## Where a ruthenium slab keeps its states near the Fermi level

A slab of seven close-packed ruthenium planes has two faces and very little inside. The table takes the electron states in a narrow range of energy just above the Fermi level and divides them among the planes. The plane share is the fraction of these states that belongs to one plane, and an even division would give each plane 1/7, or about 0.143. Rows run from the bottom plane to the top one, and the plane height is measured from the top atom.

Ansatz 0.2.0, scalar-relativistic PBE with plane waves and PAW, no spin polarization, for a relaxed seven-plane Ru(0001) slab with the lower three planes held at bulk positions. The cutoff is 420 eV, the k mesh 21 × 21 × 1 and the Gaussian smearing 0.1 eV. Shares refer to states from 0 to 0.25 eV above the Fermi level, each counted as full; heights are from the top atom.

```csv
row,plane share,plane formula,plane height (Å)
1,0.209,Ru,-12.845
2,0.119,Ru,-10.704
3,0.101,Ru,-8.563
4,0.144,Ru,-6.395
5,0.105,Ru,-4.223
6,0.123,Ru,-2.074
7,0.199,Ru,0.000
```

The questions below start from a plain reading of the table and move towards its cause. The printed output after the text gives the ratios and the other energy ranges used in the answers.

### 1. Which planes hold the most states, and does the share fall steadily inwards?

The two outer planes hold the most, with shares of 0.209 and 0.199. Together they have 41% of the states, where an even division would give two planes 29%.

The fall inwards is not steady. Rows 2, 3, 5 and 6 lie below the even share, but the middle plane, row 4, comes back up to it. The profile therefore has two high ends and a smaller rise in the middle.

### 2. Row 1 was held at its bulk position. Does it stand for the bulk metal?

No: a plane can sit at its bulk position and still face vacuum. Row 1 has lost the neighbours on one side, just as row 7 has.

This makes row 1 a useful control. At the top, where the atoms were allowed to relax, the last spacing has shrunk to 2.07 Å, while at the bottom it keeps the bulk value of 2.14 Å. Both faces show the excess, so it doesn't need the relaxation. What the two faces share is the missing neighbours.

### 3. How deep does the influence of the surface reach?

In this range of energy the excess is confined to the outermost plane. From row 7 to row 6 the share drops from 0.199 to 0.123, which is already below the even share. The count of neighbours changes just as abruptly. An outer atom has six neighbours in its own plane and three on one side, nine in all, while an atom one plane further in has the full twelve.

The drop is not the decay length of a surface state. Each share adds up all states in the range, those that run through the whole slab and those bound to a face, and the sum hides how any single state dies away.

This matters to anyone who computes with slabs. About two fifths of the states in this range belong to the two faces, so the total density of states of such a thin slab can't be taken for that of the bulk metal. A separate bulk calculation is the better source for that.

### 4. How much of the excess follows from the number of neighbours alone?

The simplest model treats the d band as a featureless block. Its width comes from electrons hopping to neighbouring atoms, and it grows as the square root of the number of neighbours. The number of d states per atom is fixed, so a narrower block must be taller. An outer atom should then have more states per unit of energy by a factor √(12/9) ≈ 1.15.

The calculation gives a mean outer share 1.72 times the mean inner share. The model has the right direction, but it yields an excess of about 15% where the table has about 72%. Narrowing by itself is too weak, so the shape of the band must matter as well as its width.

### 5. What does the featureless block leave out?

It leaves out a valley. The same calculation, read in other ranges of energy, shows that an inner plane has about 1.4 states per eV between 2 and 1 eV below the Fermi level. Around the Fermi level this sinks to between 0.7 and 0.9, and between 1 and 1.5 eV above it the number climbs to 1.8.

The outer planes follow this only in part. They fall from about 1.8 states per eV in the lowest range to 1.3 in the valley, a loss of about a quarter where the inner planes lose almost half. Above the valley they stay between 1.4 and 1.6. The valley is not the whole cause of the excess, since in the lowest range an outer plane already has about 1.3 times the states of an inner one. But it makes the contrast larger, and in the range of the table the ratio reaches 1.7.

Bonding theory offers a reason. In the bulk, d orbitals on neighbouring atoms combine into bonding states, which move down in energy, and antibonding states, which move up. Between groups of such states the band can have valleys, and ruthenium's Fermi level lies in one of them, in the upper part of the d band. At a surface, orbitals that point towards the vacuum have lost partners and are split less. Their states move from the edges of the band towards its interior, which can partly fill the valley. Some of these states may be true surface states, bound to the face, and others may mix with the bulk bands; the shares don't tell them apart.

### 6. What would change if the range of energy, or the element, were different?

If the states of the outer planes gather in the interior of the band, they must be drawn from its edges. Far enough up, the outer planes should then hold less than their even share. The calculation shows this reversal between 1 and 1.5 eV above the Fermi level, where the outer planes have shares of only about 0.12 each. The highest levels were converged loosely, so the size of this deficit is less certain than the excess in the table.

A change of element can be pictured, roughly, as filling the same bands with more electrons. Filling the slab's levels up to 1 eV takes about 1.2 extra electrons per atom. One extra electron would therefore put the Fermi level between 0.5 and 1 eV, a range in which the outer planes are still favoured on average. Rhodium, the element with that extra electron, also has a different crystal structure and a different d-band width, so this is a guide to the reasoning and no more. In copper the d band is full and lies below the Fermi level, and this cause of a surface excess there falls away.

### 7. Why does the middle plane stand out?

Row 4 exceeds the mean of its two neighbours by 0.041. If this were a lasting property of the middle plane, it should appear at nearby energies too. Instead it comes and goes. In the adjoining ranges just below and just above, the middle plane has a smaller share than the planes on either side of it, and one range further down it stands out again.

A likely cause is the thinness of the slab. Electron waves reflected from both faces form standing waves, and the middle plane may fall on a crest of one wave and on a node of the next. A narrow range of energy catches only some of them, so the middle can be rich in one range and poor in the next. Slabs of other thicknesses would test this; in a thick one the crests and nodes should average out.

### 8. Which digits can be trusted?

The range contains 42 distinct levels of the mesh, so one level carries on average 0.024 of the total weight. A single level that crosses the edge of the range can alter the second decimal of a share if it lies almost wholly on one plane, and does much less if it is spread through the slab. The rise at row 4 would take nearly two average levels lying wholly on that plane, or a larger number that only favour it.

The two halves of the slab show how much the relaxation matters. With every plane at its bulk position they would be mirror images, and planes at equal depth would have equal shares. Relaxing only the upper part makes the shares differ by 0.010 for the outer pair and by less than half as much for each of the other two. The exact size of such small differences may still depend on the mesh. The contrast between roughly 0.20 outside and 0.12 inside is much larger, and an outer excess recurs in every range examined from 2 eV below the Fermi level to 1 eV above it. Because these are Kohn-Sham levels, a measured spectrum may place the valley at a somewhat different energy. The contrast between outer and inner planes is the result to keep; the third decimal is not.

Output of the analysis:

```
Planes of the slab:
  row  share over even share  spacing to plane below (A)  share from -0.25 to 0 eV  share from 0.25 to 0.5 eV
    1                  1.463                         n/a                    0.2029                     0.1857
    2                  0.833                       2.141                    0.1248                     0.1432
    3                  0.707                       2.141                    0.1222                     0.1238
    4                  1.008                       2.168                    0.1165                     0.0886
    5                  0.735                       2.172                    0.1216                     0.1257
    6                  0.861                       2.149                    0.1243                     0.1487
    7                  1.393                       2.074                    0.1877                     0.1844
Outer planes, -2 to -1 eV (states per eV and plane): 1.839
Inner planes, -2 to -1 eV (states per eV and plane): 1.392
Outer planes, -1 to -0.5 eV (states per eV and plane): 1.485
Inner planes, -1 to -0.5 eV (states per eV and plane): 0.9262
Outer planes, -0.5 to -0.25 eV (states per eV and plane): 1.347
Inner planes, -0.5 to -0.25 eV (states per eV and plane): 0.7491
Outer planes, -0.25 to 0 eV (states per eV and plane): 1.424
Inner planes, -0.25 to 0 eV (states per eV and plane): 0.8888
Outer planes, 0 to 0.25 eV, the table (states per eV and plane): 1.451
Inner planes, 0 to 0.25 eV, the table (states per eV and plane): 0.842
Outer planes, 0.25 to 0.5 eV (states per eV and plane): 1.578
Inner planes, 0.25 to 0.5 eV (states per eV and plane): 1.074
Outer planes, 0.5 to 1 eV (states per eV and plane): 1.566
Inner planes, 0.5 to 1 eV (states per eV and plane): 1.099
Outer planes, 1 to 1.5 eV (states per eV and plane): 1.433
Inner planes, 1 to 1.5 eV (states per eV and plane): 1.776
Share of the two outer planes together (percent): 40.8
Even share of two planes out of seven (percent): 28.57
Mean outer share over mean inner share (ratio): 1.723
Ratio expected from narrowing of a featureless band, 9 against 12 neighbours: 1.155
Row 1 less row 7 (share): 0.01
Row 2 less row 6 (share): -0.004
Row 3 less row 5 (share): -0.004
Row 4 less the mean of rows 3 and 5 (share): 0.041
Average weight of one of the 42 levels in the window (share): 0.02381
Extra electrons per atom that fill the levels up to 1 eV: 1.175
Extra electrons per atom that fill the levels up to 1.5 eV: 2.014
```
